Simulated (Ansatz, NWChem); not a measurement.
**Abstraction of H: H2Se + SbH2 → HSe + SbH3**

Gas-phase species: H2Se (hydrogen selenide) `[SeH2]`, singlet; SbH2 `[SbH2]`, doublet; HSe, doublet; SbH3 (stibine) `[SbH3]`, singlet. A radical takes H: the energy is the difference in strength between the Se–H bond broken and the Sb–H bond made.

Shapes, held fixed at every level: PBE0-D4/def2-TZVP. Programs: Ansatz 0.2.0, NWChem 7.3.0. The zero-point and thermal change to 298 K, harmonic and unscaled (PBE0-D4/def2-TZVP), is -0.3 kJ/mol.

```csv
level,kind,ΔH(298 K) (kJ/mol),less CCSD(T)/def2-TZVPP
HF/def2-TZVPP,Hartree–Fock,+46.4,-14.7
r2SCAN-D4/def2-TZVPP,meta-GGA,+66.2,+5.1
PBE0/def2-SVP,global hybrid,+65.1,+4.0
wB97M-V/def2-TZVPP,range-separated hybrid,+60.6,-0.5
wB97X-V/def2-TZVPP,range-separated hybrid,+57.9,-3.2
B2PLYP/def2-TZVPP,double hybrid,+61.2,+0.1
CCSD/def2-SVP,coupled cluster or CI,+61.0,-0.1
CCSD(T)/def2-TZVPP,coupled cluster or CI,+61.1,0.0
```

The highest level, CCSD(T)/def2-TZVPP, gives ΔH(298 K) = +61.1 kJ/mol; the levels span +46.4 to +66.2. The column of differences is taken from that level and isn't an error. No measured value is set beside it here. Open shells run unrestricted. For atoms past krypton def2 sets carry core potentials with scalar relativity. Relativity is left out for Se. Outer-core shells of Sb, Se are correlated, in sets that cover them unevenly. The spin-orbit lowering of such a linear radical, about 10 kJ/mol on Se or Br and more on Te or I, is left out.

Hydrogen transfer from H2Se to SbH2 is clearly endothermic at every level, so the Se–H bond broken is stronger than the Sb–H bond made. The compact 4p shell of selenium overlaps better with hydrogen 1s than the diffuse 5p shell of antimony, and selenium's higher electronegativity adds some polar stabilisation to its bond. The reverse reaction, in which HSe takes hydrogen from stibine, is therefore the favoured direction in enthalpy.

Hartree–Fock gives the same sign but falls 14.7 kJ/mol below CCSD(T). Although one bond is exchanged for another, the correlation energies don't cancel: correlation strengthens Se–H more than Sb–H, probably because the new bond pair lies close to more lone-pair density in a tighter valence shell. The near-coincidence of CCSD/def2-SVP with CCSD(T)/def2-TZVPP doesn't show that triples or basis size are unimportant, since both change at once and their effects may offset each other. The reaction enthalpy alone doesn't establish the barrier or the rate in either direction.
